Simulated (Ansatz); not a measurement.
Which isomer of CH6InSi gives these data?

These gas-phase data were calculated for one isomer of CH6InSi at r2SCAN-D4/def2-SVP (harmonic, unscaled wavenumbers; equilibrium rotational constants with average atomic masses):

- rotational constants: 14.48, 1.595, 1.474 GHz
- all wavenumbers above 1500 cm⁻¹: 3150, 3137, 3033, 2180, 2174, 1606

Candidates:

(1) `[CH3][In][SiH3]`, a doublet
(2) `[SiH3][CH2][InH]`, a doublet
(3) `C[SiH2][InH]`, a doublet

**Question.** Which candidate do the data belong to?

**Answer.** Candidate (3). The band at 1606 cm⁻¹ lies where the In–H stretch is expected; (1) has no mode between 1500 and 1900 cm⁻¹. 2 modes lie between 2000 and 2380 cm⁻¹, one for each Si–H bond, while (2) has 3.

The same quantities for all candidates:

|  | rotational constants (GHz) | wavenumbers above 1500 cm⁻¹ | E above the lowest, r2SCAN-D4/def2-SVP (kcal/mol) |
| --- | --- | --- | --- |
| (1) | 10.23, 2.117, 1.811 | 3174, 3141, 3030, 2195, 2189, 2169 | 3.4 |
| (2) | 17.49, 1.583, 1.505 | 3134, 3046, 2209, 2195, 2186, 1577 | 11.2 |
| (3) | 14.48, 1.595, 1.474 | 3150, 3137, 3033, 2180, 2174, 1606 | 0.0 |

Harmonic stretches to hydrogen usually lie a few per cent above observed fundamentals. Each candidate is one conformer. Open shells are spin-unrestricted. Atoms past krypton carry core potentials. Programs: Ansatz 0.2.0.

The In–H band rules out only (1), since (2) has one too; what separates (3) from (2) is the split of the remaining stretches, three C–H and two Si–H against two and three. The stretches fall from C–H through Si–H to In–H mainly because the bonds soften: hydrogen carries most of the motion in each, so the reduced mass changes little. The rotational constants agree independently. Indium at the centre of the heavy-atom chain gives (1) the largest B and C, whereas (2) and (3), with indium at the end, differ clearly only in A. That constant is larger in (2), where the light carbon sits between the two heavy atoms and little mass lies far from the long axis.

The preference for (3) over (2) probably reflects the exchange of a Si–H bond for a stronger C–H bond, which outweighs the replacement of In–C by In–Si. The energies play no part in the assignment, and they do not show how readily the isomers interconvert.
